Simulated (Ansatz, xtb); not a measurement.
**Relative energy of two isomers of C4H8BFO**

Structure X is `C=CCCB(O)F`, a singlet and structure Y is `COB(F)C1CC1`, a singlet. Both are isolated molecules in the gas phase, relaxed with PBE0-D3(BJ)/def2-SVP, each in the lowest conformer that the search found.

Quicker runs give these differences E(Y) − E(X): GFN2-xTB −2.0 kcal/mol; HF/STO-3G −8.9 kcal/mol (at GFN2-xTB geometries); r2SCAN-D4/def2-SVP +10.4 kcal/mol (at GFN2-xTB geometries).

Question: Estimate E(Y) − E(X) at the level CCSD(T)/def2-SVP + ΔMP2/def2-TZVPP.

Answer: Calculated at CCSD(T)/def2-SVP + ΔMP2/def2-TZVPP: E(Y) − E(X) = +16.1 kcal/mol, so structure X lies lower.

Level by level:

```csv
level,geometry,E(Y) − E(X) (kcal/mol),departure from the last row (kcal/mol),"job, with rough time for the two"
GFN2-xTB,GFN2-xTB,−2.0,−18.1,"optimisation, 0.43 s"
HF/STO-3G,GFN2-xTB,−8.9,−25.0,"single point, 0.36 s"
r2SCAN-D4/def2-SVP,GFN2-xTB,+10.4,−5.7,"single point, 3.7 s"
PBE0-D3(BJ)/def2-SVP,PBE0-D3(BJ)/def2-SVP,+10.2,−5.8,"optimisation, 41 s"
HF/def2-SVP,PBE0-D3(BJ)/def2-SVP,+13.4,−2.6,part of the CCSD(T) run
MP2/def2-SVP,PBE0-D3(BJ)/def2-SVP,+13.2,−2.9,part of the CCSD(T) run
CCSD(T)/def2-SVP,PBE0-D3(BJ)/def2-SVP,+14.7,−1.4,single point
CCSD(T)/def2-SVP + ΔMP2/def2-TZVPP,PBE0-D3(BJ)/def2-SVP,+16.1,,"single point, 66 s"
```

As drawn, Y has 1 C–O, 1 C–C, 1 C–H in place of 1 C=C, 1 O–H. Structure X has no ring, Y a 3-membered ring.

GFN2-xTB, HF/STO-3G put the two in the other order. The largest departure from CCSD(T)/def2-SVP + ΔMP2/def2-TZVPP is that of HF/STO-3G, 25.0 kcal/mol. The last row adds to CCSD(T) the change of the MP2 difference between the two basis sets, here +1.4 kcal/mol.

With thermal terms from frequencies at re-optimised GFN2-xTB minima (ideal gas, soft modes damped towards free rotors, one conformer each, 298.15 K, 1 atm): on the last row, ΔE + ΔZPE = +16.8, ΔH = +16.7, ΔG = +17.0 kcal/mol.

The correlated steps freeze 7 core orbitals. Run with Ansatz 0.2.0, xtb 6.7.1; the last row on 4 threads of Arm Neoverse V1 on a shared host.

The open-chain borinic acid X lies clearly below its cyclopropyl ester isomer Y, and two structural changes push in that direction. Closing the three-membered ring replaces a C=C π bond with a C–C σ bond, but the angle strain and eclipsing in cyclopropane consume the usual gain from that exchange. Moving a carbon onto oxygen also gives up a strong, polar O–H bond, much as an ether lies above its isomeric alcohol. Donation from the ring's Walsh orbitals into the empty boron p orbital should favour Y, but it is probably modest because oxygen and fluorine lone pairs already feed that orbital.

Hartree–Fock gives the correct order with def2-SVP, so the reversal with STO-3G probably reflects the minimal basis rather than missing correlation. Thermal terms barely change the gap, and the preference for X is therefore essentially electronic. The energies establish a thermodynamic preference between the isolated molecules, but say nothing about the barrier to interconversion, which would require extensive bond reorganisation.
